## Question

Calculated in the structure below, Ga₃Sb is a metal in which each atom has twelve near neighbours. Whether this structure is stable is not examined here. The table gives its density of states, that is, how many electron states the crystal offers per electronvolt of energy. Energies are counted from the Fermi level, up to which the states are filled.

Density of states of Ga₃Sb (I4/mmm, conventional a = 4.493 Å, c = 8.270 Å; 4-atom primitive cell, 20.87 Å³ per atom), calculated with Ansatz 0.2.0 using PBE-D3(BJ), scalar-relativistic plane-wave PAW, a 420 eV cutoff and no spin polarisation. The tetrahedron method on a 21×21×21 k mesh gives the states, averaged over 0.2 eV bins; orbital parts are Löwdin projections summed over sites.

```csv
energy (eV),density of states total (states/eV/cell),DOS Ga 4p (states/eV/cell),DOS Ga 4s (states/eV/cell),DOS Sb 5p (states/eV/cell),DOS Sb 5s (states/eV/cell)
-7.95,1.280,0.380,0.5500,0.2600,0.0800
-7.55,1.310,0.370,0.5400,0.2500,0.1400
-7.15,1.170,0.290,0.4700,0.2300,0.1700
-6.75,1.110,0.300,0.4600,0.2100,0.1400
-6.35,1.210,0.340,0.5200,0.2100,0.1300
-5.95,1.310,0.360,0.6000,0.2100,0.1300
-5.55,1.460,0.390,0.7300,0.2000,0.1300
-5.15,1.310,0.370,0.6600,0.1600,0.1100
-4.75,1.020,0.320,0.5000,0.1500,0.0500
-4.35,1.560,0.480,0.6800,0.3300,0.0600
-3.95,1.590,0.510,0.6200,0.3600,0.0800
-3.55,1.340,0.480,0.4300,0.3500,0.0600
-3.15,1.230,0.510,0.3300,0.3300,0.0500
-2.75,1.500,0.660,0.3400,0.4400,0.0400
-2.35,1.900,0.810,0.3900,0.6100,0.0600
-1.95,1.750,0.680,0.4000,0.5700,0.0600
-1.55,1.980,0.740,0.5500,0.5900,0.0600
-1.15,1.520,0.590,0.4000,0.4400,0.0500
-0.75,1.720,0.730,0.3800,0.4700,0.0900
-0.35,1.600,0.780,0.3400,0.3500,0.0800
0.05,1.760,0.930,0.3500,0.3600,0.0700
0.45,1.740,0.940,0.3100,0.3600,0.0600
0.85,2.040,1.050,0.3700,0.4700,0.0600
1.25,1.860,1.040,0.2700,0.4200,0.0400
1.65,1.940,1.110,0.2600,0.4200,0.0500
2.05,2.010,1.230,0.2300,0.3800,0.0600
2.45,2.300,1.410,0.2400,0.4400,0.0600
2.85,2.260,1.420,0.2100,0.4400,0.0500
3.25,2.390,1.520,0.2000,0.4500,0.0500
3.65,2.200,1.450,0.1500,0.4000,0.0400
4.05,2.410,1.560,0.1700,0.4400,0.0400
4.45,2.430,1.590,0.1800,0.4100,0.0400
4.85,?,?,?,?,?
5.25,?,?,?,?,?
5.65,?,?,?,?,?
```

The column "density of states total" counts all states of the four-atom cell, with both spins. The other columns give the parts of it that resemble a given atomic orbital, so that "DOS Ga 4p" is the 4p part of all three gallium atoms together. These parts need not add up to the total, since some states have a character outside the four listed shells.

(a) Explain why the total rises over the window as a whole, although it does so unevenly.

(b) Explain why the gallium character changes from 4s to 4p on the way up.

(c) Predict the total and the share of Ga 4p at 4.85, 5.25 and 5.65 eV, with an error bar.

## Model answer

**(a) The rise.** The outer electrons of gallium and antimony are shared by the whole crystal and travel through it as waves. A shorter wavelength means a higher kinetic energy. Sort the waves by wave number, which is 2π divided by the wavelength. Because waves can run in every direction of space, the number of distinct waves in a thin slice of wave numbers grows as the square of the wave number. The range of energy that the slice covers grows only in proportion to the wave number. The supply of states per electronvolt therefore grows with energy, even before anything is said about which atoms are present.

The atoms disturb this picture without destroying it. Where a wave fits the spacing of the atomic planes, it is reflected, and its energy is pushed up or down. That thins out the states at some energies and crowds them at others. Dips such as the one near -4.75 eV and humps such as the one near -2.35 eV are plausibly of this kind, though the table does not test the cause of any single one. Waves in other directions are not reflected at the same energy, so they can keep a dip from becoming a gap. In the known rows the total indeed never falls below 1 state per eV and cell.

The simplest estimate leaves out the atoms altogether and keeps only the number of electrons and the volume. Three gallium atoms with three outer electrons each and one antimony atom with five give N = 14. The cell volume is 4 × 20.87 = 83.5 Å³. In a free-electron gas the filled waves occupy a sphere whose radius is the Fermi wave number k:

k = (3π²N/V)^(1/3) = 1.706 Å⁻¹

The kinetic energy at the surface of this sphere is 3.81 eV Å² × k² = 11.09 eV. Call it E₀; it is the depth of the band bottom below the Fermi level in this model. The number of states inside the sphere grows as k³, hence as the kinetic energy to the power 3/2. Its derivative is the density of states, which grows as a square root:

g(E) = (3N/2E₀) √[(E + E₀)/E₀]

Here E is the energy in the table. At the Fermi level the formula gives 21/11.09 = 1.89 states per eV and cell, while the calculation has 1.76 in the nearest row. Over all 32 known rows the typical (root-mean-square) deviation is 0.18 in the same unit, and the average deviation is close to zero. The formula thus gives the level and the overall rise, and it misses the dips and humps, as a model without a lattice must.

**(b) The change of character.** A long wave hardly varies across one atom, so seen from that atom it looks like an s orbital. A shorter wave varies more across the atom, so a larger part of it resembles a p orbital, which changes sign from one side of the atom to the other. The free gallium atom favours the same order, since its 4s level lies below its 4p level. Both arguments come from theory, and the table agrees with them: 4s exceeds 4p in every row up to -3.95 eV and trails it in every known row from -3.55 eV upwards.

The lead of Ga 4p over Sb 5p needs more care, because three gallium atoms are set against one antimony atom. At 0.05 eV the 4p part is on average 0.93/3 = 0.31 for each gallium atom, slightly less than the 0.36 of the antimony atom. At 4.45 eV it is 0.53 against 0.41. High in the empty states gallium therefore leads atom for atom, whereas at the Fermi level it leads by number.

**(c) The prediction.** The three rows continue the empty states, in which Ga 4p is the largest listed part. I therefore keep the free-electron shape and adjust only its height, by a least-squares fit to the twelve known rows above the Fermi level. The filled rows are left out because most of them contain more 4s. The character changes gradually, however, so the cut at the Fermi level is a choice. The fit multiplies the formula by 1.02, so the adjustment is slight.

At 4.85 eV, a row that took no part in the fit, the estimate runs as follows. The square root is √(15.94/11.09) = 1.199, which gives 1.894 × 1.199 = 2.27. The factor of 1.02 raises this to 2.32. The same steps, with the unrounded factor, give 2.35 and 2.38 for the next two rows.

There is a case for higher values. A straight line through the same twelve rows follows them more closely and would give 2.5 to 2.7. The last six known rows also lie above the unadjusted free-electron curve, by 0.16 on average. However, the deviations of neighbouring rows are only weakly correlated over the known window, with a coefficient of 0.30, so I carry little of this excess forward.

For the orbital share I take the mean of the six known rows above 2.2 eV, which is 0.64. By 4.45 eV the 4s share has faded to 0.07, so little of it is left for 4p to replace. The predictions are:

- The total stays on a slow rise, at about 2.3 to 2.4 states per eV and cell, with a range of ±0.25 around the value for each row. There is no gap and no steep fall.
- Ga 4p makes up 0.64 ± 0.05 of the total in each row, and Sb 5p stays far below it.

The range for the total is about 1.7 times the typical deviation of the twelve fitted rows, 0.15. It allows for a dip or hump of the usual size, whose position the model cannot foresee.

## The computed values

The withheld rows as computed:

```csv
energy (eV),density of states total (states/eV/cell),DOS Ga 4p (states/eV/cell),DOS Ga 4s (states/eV/cell),DOS Sb 5p (states/eV/cell),DOS Sb 5s (states/eV/cell)
4.85,2.200,1.550,0.1200,0.3100,0.0300
5.25,2.280,1.620,0.1200,0.3000,0.0300
5.65,2.190,1.550,0.1100,0.2900,0.0300
```

## Remarks on the reasoning

**The total: right in size, but without the slow rise.** All three values fall within their ranges, and there is neither a gap nor a steep fall. Yet every prediction is too high, by 0.12, 0.07 and 0.19 states per eV and cell. The expected slow rise did not come either: the computed values go from 2.20 up to 2.28 and back to 2.19. The fitted curve itself runs below the 2.43 reached at 4.45 eV, so a small step down was built into the forecast, but the computed step is about twice as large. A smooth curve can give the general level at these energies, but not the next turn of the computed one.

The excess of the last known rows had gone by the first predicted row. It was right to carry little of it forward, and carrying none would have been better still, since the unadjusted formula gives 2.27 at 4.85 eV against a computed 2.20. The straight line, which had followed the known empty rows best, overshoots by 0.3 to 0.5. It had turned a local upward stretch into a lasting slope.

Why the total steps down just here is not settled by these data. The step is about as large as other irregularities in the table, and the lattice is the natural suspect. But the rows are 0.4 eV apart while each averages over only 0.2 eV, so half of the curve is unseen. Nor is there a calculation with a finer mesh of wave vectors to show which small features would survive.

**The orbital share: a miss.** Ga 4p makes up 0.70 to 0.71 of the total, just above the upper end of the predicted range, 0.69. That Sb 5p would stay far below Ga 4p was correct. The direction of the drift was also visible beforehand: within the six rows that were averaged, the share had climbed from 0.61 to 0.65. A mean taken over a quantity that is still rising lags behind it.

The argument used to justify the mean was weak as well. A remaining 4s share of 0.07 sounds small, but it is larger than the error bar of 0.05 that it was meant to support. Moreover, 4p can gain share from antimony and from the unlisted shells, not from 4s alone. A sound range would have reached further upwards than downwards.

The revealed rows show how the share grew. From 4.45 to 4.85 eV the Ga 4p part hardly changed, going from 1.59 to 1.55. Everything else together fell from 0.84 to 0.65. The 4p share thus rose because the other contributions shrank, not because more 4p states appeared, and a prediction of the share alone could not have told these two cases apart.

**What the success of the formula means.** It does not prove that the electrons are free. Part of the agreement is a matter of counting, because the model and the crystal must both hold the same 14 electrons below the Fermi level. The band bottom at -11.09 eV belongs to the model and lies below the window, so the table cannot test it directly. Nor does the change from 4s to 4p settle how free the electrons are: by the argument in (b), even undisturbed waves would look more p-like at an atom as they become shorter. The dips and humps, which the formula lacks, are the likelier mark of the atoms.

The predictions were also tested only against withheld rows of the same calculation, not against a measurement. Spin–orbit coupling is absent from this calculation and could shift features with much Sb 5p character. The energies of empty states in such a calculation are, besides, not exactly those at which a real crystal takes up an added electron.

For a similar metal with only s and p outer electrons, the same reasoning starts from two numbers, the electron count and the volume. If the same electrons have more room, E₀ is smaller and the states at the Fermi level lie closer together in energy. This gives a first guess at the general level, to which dips and humps must be added from a real band calculation.
